**Size against binding in the Kohn-Sham levels of ytterbium**

The table holds eigenvalues, mean radii and mean inverse radii of the thirteen filled levels of Yb from an all-electron scalar-relativistic PBE calculation with a point nucleus (Quantum ESPRESSO ld1.x). The program tests a model without fitted parameters: a Dirac hydrogenic energy at the charge implied by $\langle 1/r\rangle$, plus a constant screening shift from smeared shells, set beside a single effective charge, sharp shells and a power law of binding against radius. The nodeless levels and 4d are reproduced within 3% of the hydrogenic term, the inner s and p levels with nodes within 9%, and 5s, 5p and 6s are missed by 14 to 59%. The 4f eigenvalue emerges as the residue of two terms of about 24 hartree, so the model explains its shallowness but not its sign or its order against 6s. The 1s mean inverse radius is 0.99 of the bare Dirac value, and 4f is bound 40 times more weakly than the power law through the other rows predicts.

Kohn-Sham levels of the neutral Yb atom (Z = 70, [Xe] 4f14 6s2), from an all-electron scalar-relativistic calculation with the PBE functional in Quantum ESPRESSO 7.5 (ld1.x). The density is spherical and not spin-polarised, and the nucleus is a point. Eigenvalues are negative for bound levels.

## The fit in Python

```python
# Table: Kohn-Sham eigenvalues, <r> and <1/r> of Yb [Xe]4f14 6s2 (ld1.x, PBE, scalar-relativistic,
# point nucleus). Tested: e = E_Dirac(Z* from <1/r>) + W (flat screening from smeared shells), no fit;
# rivals: one charge for energy and size (W=0), sharp shells, power law of binding against radius.
T = {
    'level': ['1s', '2s', '2p', '3s', '3p', '3d', '4s', '4p', '4d', '5s', '5p', '6s', '4f'],
    'level_filled': ['yes', 'yes', 'yes', 'yes', 'yes', 'yes', 'yes', 'yes', 'yes', 'yes', 'yes', 'yes', 'yes'],
    'eigenvalue': [-61246, -10376, -9144.2, -2338.8, -1967.5, -1515.7, -460.12, -338.25, -177.93, -54.923, -27.421, -3.9185, -3.0117],  # eV
    'mean_radius': [0.01966, 0.08333, 0.07415, 0.2167, 0.2162, 0.1961, 0.4879, 0.5182, 0.56, 1.208, 1.451, 3.926, 0.7913],  # bohr
    'mean_inverse_radius': [80.66, 18.8, 17.26, 6.947, 6.465, 6.123, 2.935, 2.678, 2.367, 1.097, 0.8995, 0.319, 1.729],  # 1/bohr
}
import numpy as np
from scipy.constants import alpha, physical_constants as pc
from scipy.optimize import brentq
Ha = pc['Hartree energy in eV'][0]; Z = 70
lab = list(T['level']); ix = {s: i for i, s in enumerate(lab)}
n = np.array([int(s[0]) for s in lab]); l = np.array(['spdf'.index(s[1]) for s in lab]); N = 4*l + 2
e = np.array(T['eigenvalue'], float)/Ha
r = np.array(T['mean_radius'], float); a = np.array(T['mean_inverse_radius'], float)
# further output of the same calculation (hartree, 1/bohr)
xT, xH, xR = 15324.1387, 5521.14147, 494.461152
xF = {('4f','4f'): 1.210567, ('4f','4d'): 1.377943, ('4f','5s'): 0.85853, ('4f','5p'): 0.74707,
      ('4f','6s'): 0.30247, ('6s','6s'): 0.23023}
def D(z, n, k):
    return ((1 + (z*alpha/(n - k + np.sqrt(k*k - (z*alpha)**2)))**2)**-0.5 - 1)/alpha**2
def E(z, n, l):
    return D(z, n, 1) if l == 0 else (l*D(z, n, l) + (l + 1)*D(z, n, l + 1))/(2*l + 1)
rinv = lambda z, n, l: -(E(z + 1e-3, n, l) - E(z - 1e-3, n, l))/2e-3
Zs = np.array([brentq(lambda z: rinv(z, n[i], l[i]) - a[i], 0.1, 120) for i in range(len(a))])
Eh = np.array([E(Zs[i], n[i], l[i]) for i in range(len(a))])
M = (N[None, :] - np.eye(len(a)))*a[None, :]*(1 + (a[None, :]/a[:, None])**2)**-1.5
W = M.sum(1); mod = Eh + W
sharp = Eh + np.array([(N*a)[a < x].sum() for x in a])
floor = abs(Eh)*10**(np.floor(np.log10(a)) - 3)/a
print('A. hartree: lev nodes e Z* E(Z*) W model resid resid/|E|% sharp-resid/|E|% |E|/|e| rounding')
for i, s in enumerate(lab):
    print(f'{s} {n[i]-l[i]-1} {e[i]:.3f} {Zs[i]:.2f} {Eh[i]:.2f} {W[i]:.2f} {mod[i]:.2f} {mod[i]-e[i]:+.2f} '
          f'{100*(mod[i]-e[i])/abs(Eh[i]):+.1f} {100*(sharp[i]-e[i])/abs(Eh[i]):+.1f} {Eh[i]/e[i]:.2f} {floor[i]:.3f}')
w = np.argsort(-abs((mod - e)/Eh))[:3]
print('worst rows (resid/|E|):', ', '.join(lab[i] for i in w))
p = np.polyfit(np.log(r), np.log(-e), 1); pw = -e/np.exp(np.polyval(p, np.log(r)))
h = (3*n**2 - l*(l + 1))/2
print('B. nonrel charges: lev Z(energy) Z(<1/r>) Z(<r>) <r><1/r> hydrogenic |e|/power-law(all rows)')
for i, s in enumerate(lab):
    print(f'{s} {n[i]*np.sqrt(-2*e[i]):.2f} {n[i]**2*a[i]:.2f} {h[i]/r[i]:.2f} {r[i]*a[i]:.3f} {h[i]/n[i]**2:.3f} {pw[i]:.3f}')
f, s6, s1 = ix['4f'], ix['6s'], ix['1s']; k = np.arange(len(a)) != f
q = np.polyfit(np.log(r[k]), np.log(-e[k]), 1); pf = np.exp(np.polyval(q, np.log(r[f])))
print(f'power law slope: all rows {p[0]:.2f}; without 4f (to ask if 4f belongs) {q[0]:.2f}')
print(f'  that line gives 4f -{pf*Ha:.0f} eV, {pf/-e[f]:.0f} times the table binding')
g = np.sqrt(1 - (Z*alpha)**2)
print(f'1s bare Dirac: gamma {g:.4f}, <1/r> {Z/g:.2f} (table/this {a[s1]*g/Z:.4f}), <r> {(2*g+1)/(2*Z):.5f} bohr')
print(f'  <r><1/r> {(2*g+1)/(2*g):.3f}; E {E(Z,1,0):.1f}, table minus this {e[s1]-E(Z,1,0):.1f} hartree')
print(f'4f-6s gap {(e[f]-e[s6])*Ha:.3f} eV = {e[f]-e[s6]:.4f} hartree; F0(4f,4f)/gap {xF[("4f","4f")]/(e[f]-e[s6]):.0f}')
print(f'radius ratios 6s/4f {r[s6]/r[f]:.2f}, 5s/4f {r[ix["5s"]]/r[f]:.2f}, 5p/4f {r[ix["5p"]]/r[f]:.2f}; e ratios 5s/4f {e[ix["5s"]]/e[f]:.1f}, 4d/4f {e[ix["4d"]]/e[f]:.1f}')
print(f'-Z<1/r>: 4f {-Z*a[f]:.1f}, 6s {-Z*a[s6]:.1f} hartree; 4f centrifugal >= 6<1/r>^2 = {6*a[f]**2:.1f} hartree')
print(f'W(4f) shares %: own {100*M[f,f]/W[f]:.0f}, 4spd {100*(M[f,n==4].sum()-M[f,f])/W[f]:.0f}, '
      f'n>4 {100*M[f,n>4].sum()/W[f]:.0f}, n<4 {100*M[f,n<4].sum()/W[f]:.0f}; one more own electron +{M[f,f]/13:.2f} hartree')
F = a[:, None]*a[None, :]/np.hypot(a[:, None], a[None, :])
print('F0 smeared/further output:', ' '.join(f'{u}{v} {F[ix[u],ix[v]]/x:.3f}' for (u, v), x in xF.items()))
print(f'model/further output: Hartree {0.5*N@F@N/xH:.3f}, kinetic {(N*(Eh+Zs*a)).sum()/xT:.3f}, sum N<1/r> {(N*a).sum()/xR:.4f}')
assert e[f] == e.max() and r[f] < r[ix['5s']]
assert Z < a[s1] < Z/g
assert r[ix['4s']] < r[ix['4p']] < r[ix['4d']] < r[f] and r[ix['2p']] < r[ix['2s']]
assert abs((N*a).sum()/xR - 1) < 1e-3
```

Running it gives:

```
A. hartree: lev nodes e Z* E(Z*) W model resid resid/|E|% sharp-resid/|E|% |E|/|e| rounding
1s 0 -2250.749 69.51 -2595.33 350.90 -2244.43 +6.32 +0.2 -0.4 1.15 0.322
2s 1 -381.311 64.40 -559.08 223.31 -335.77 +45.54 +8.1 +21.1 1.47 0.297
2p 0 -336.043 64.24 -534.16 214.01 -320.15 +15.89 +3.0 -1.2 1.59 0.309
3s 2 -85.949 56.91 -188.42 118.43 -69.99 +15.96 +8.5 +40.1 2.19 0.027
3p 1 -72.304 55.43 -174.80 111.61 -63.19 +9.12 +5.2 +21.0 2.42 0.027
3d 0 -55.701 54.24 -164.72 106.57 -58.15 -2.45 -1.5 -18.8 2.96 0.027
4s 3 -16.909 44.86 -64.32 50.45 -13.87 +3.04 +4.7 +38.5 3.80 0.022
4p 2 -12.430 41.87 -55.41 45.05 -10.37 +2.06 +3.7 +23.7 4.46 0.021
4d 1 -6.539 37.57 -44.28 38.31 -5.97 +0.57 +1.3 -12.0 6.77 0.019
5s 4 -2.018 27.06 -14.74 10.66 -4.08 -2.06 -14.0 -45.4 7.30 0.013
5p 3 -1.008 22.36 -10.03 7.13 -2.90 -1.89 -18.9 -83.6 9.95 0.001
6s 5 -0.144 11.46 -1.83 0.61 -1.21 -1.07 -58.6 -92.1 12.68 0.001
4f 0 -0.111 27.61 -23.84 24.06 0.21 +0.33 +1.4 -65.0 215.44 0.014
worst rows (resid/|E|): 6s, 5p, 5s
B. nonrel charges: lev Z(energy) Z(<1/r>) Z(<r>) <r><1/r> hydrogenic |e|/power-law(all rows)
1s 67.09 80.66 76.30 1.586 1.500 0.466
2s 55.23 75.20 72.00 1.567 1.500 1.419
2p 51.85 69.04 67.43 1.280 1.250 0.990
3s 39.33 62.52 62.30 1.505 1.500 2.164
3p 36.08 58.19 57.82 1.398 1.389 1.812
3d 31.66 55.11 53.54 1.201 1.167 1.148
4s 23.26 46.96 49.19 1.432 1.500 2.159
4p 19.94 42.85 44.38 1.388 1.438 1.791
4d 14.47 37.87 37.50 1.326 1.312 1.100
5s 10.05 27.43 31.04 1.325 1.500 1.581
5p 7.10 22.49 25.16 1.305 1.460 1.139
6s 3.22 11.48 13.75 1.252 1.500 1.192
4f 1.88 27.66 22.75 1.368 1.125 0.037
power law slope: all rows -2.00; without 4f (to ask if 4f belongs) -1.87
  that line gives 4f -120 eV, 40 times the table binding
1s bare Dirac: gamma 0.8597, <1/r> 81.42 (table/this 0.9906), <r> 0.01942 bohr
  <r><1/r> 1.582; E -2634.8, table minus this 384.1 hartree
4f-6s gap 0.907 eV = 0.0333 hartree; F0(4f,4f)/gap 36
radius ratios 6s/4f 4.96, 5s/4f 1.53, 5p/4f 1.83; e ratios 5s/4f 18.2, 4d/4f 59.1
-Z<1/r>: 4f -121.0, 6s -22.3 hartree; 4f centrifugal >= 6<1/r>^2 = 17.9 hartree
W(4f) shares %: own 33, 4spd 34, n>4 24, n<4 9; one more own electron +0.61 hartree
F0 smeared/further output: 4f4f 1.010 4f4d 1.013 4f5s 1.079 4f5p 1.068 4f6s 1.037 6s6s 0.980
model/further output: Hartree 1.039, kinetic 0.999, sum N<1/r> 1.0000
```
